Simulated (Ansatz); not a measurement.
**C2H6Ga (SMILES C[Ga]C): methods side by side**

The species is C2H6Ga (9 atoms), meant as a doublet with charge 0. SMILES: `C[Ga]C`. Geometry: optimised at wB97X-V/def2-SVP.

Quantity: the adiabatic electron affinity (to the singlet anion, shapes relaxed at wB97X-V/def2-SVP, no zero-point term), in eV. The values are calculated.

The electron affinity is E(neutral) − E(anion): positive where the electron is bound.

```csv
level,kind,program,value (eV),less CCSD(T)/def2-TZVP,CPU time (all runs)
UHF/def2-TZVP,Hartree–Fock,Ansatz,-0.32,-1.03,6 s
UBLYP/def2-TZVP,GGA,Ansatz,0.71,0.00,8.8 s
UPBE/def2-TZVP,GGA,Ansatz,0.70,-0.01,8.2 s
U-r2SCAN/def2-TZVP,meta-GGA,Ansatz,0.62,-0.09,17 s
UPBE0-D4/def2-TZVP,global hybrid,Ansatz,0.65,-0.06,12 s
UCAM-B3LYP/def2-TZVP,range-separated hybrid,Ansatz,0.73,+0.02,14 s
UB2PLYP/def2-TZVP,double hybrid,Ansatz,0.68,-0.03,19 s
RPA@PBE/def2-TZVP,RPA,Ansatz,0.97,+0.26,19 s
UCCSD(T)/def2-TZVP,coupled cluster or CI,Ansatz,0.71,0.00,3 min
```

Differences are taken from UCCSD(T)/def2-TZVP for orientation; it has basis-set and higher-order errors of its own. All-electron rows without a relativistic Hamiltonian named are non-relativistic. The values span -0.32 to 0.97 eV. In the correlated wave-function rows the outer d shell of Ga is correlated, in sets not made for it. Times are those of the runs behind each value, whatever else they computed, on shared processors of several kinds: orders of magnitude only.

Every correlated or density-functional treatment here binds the extra electron, whereas Hartree–Fock places the anion above the neutral radical, at -0.32 eV. The electron enters the singly occupied, gallium-centred σ orbital and turns it into a lone pair, formally taking Ga(II) to Ga(I). Hartree–Fock lacks the opposite-spin correlation of this new pair, and so penalises the closed-shell anion more than the radical. The binding is therefore a correlation effect at this level, not evidence of an intrinsically unstable anion.

The density functionals, including the double hybrid, lie within 0.09 eV of coupled cluster, with no steady improvement from GGA to hybrid. RPA overshoots by 0.26 eV, probably because its excess short-range correlation does not cancel when the electron number changes. The close agreement elsewhere supports a modest positive affinity but does not establish its absolute size, since all rows share a basis without the diffuse functions an anion needs, a lack that tends to make the electron appear too weakly bound.
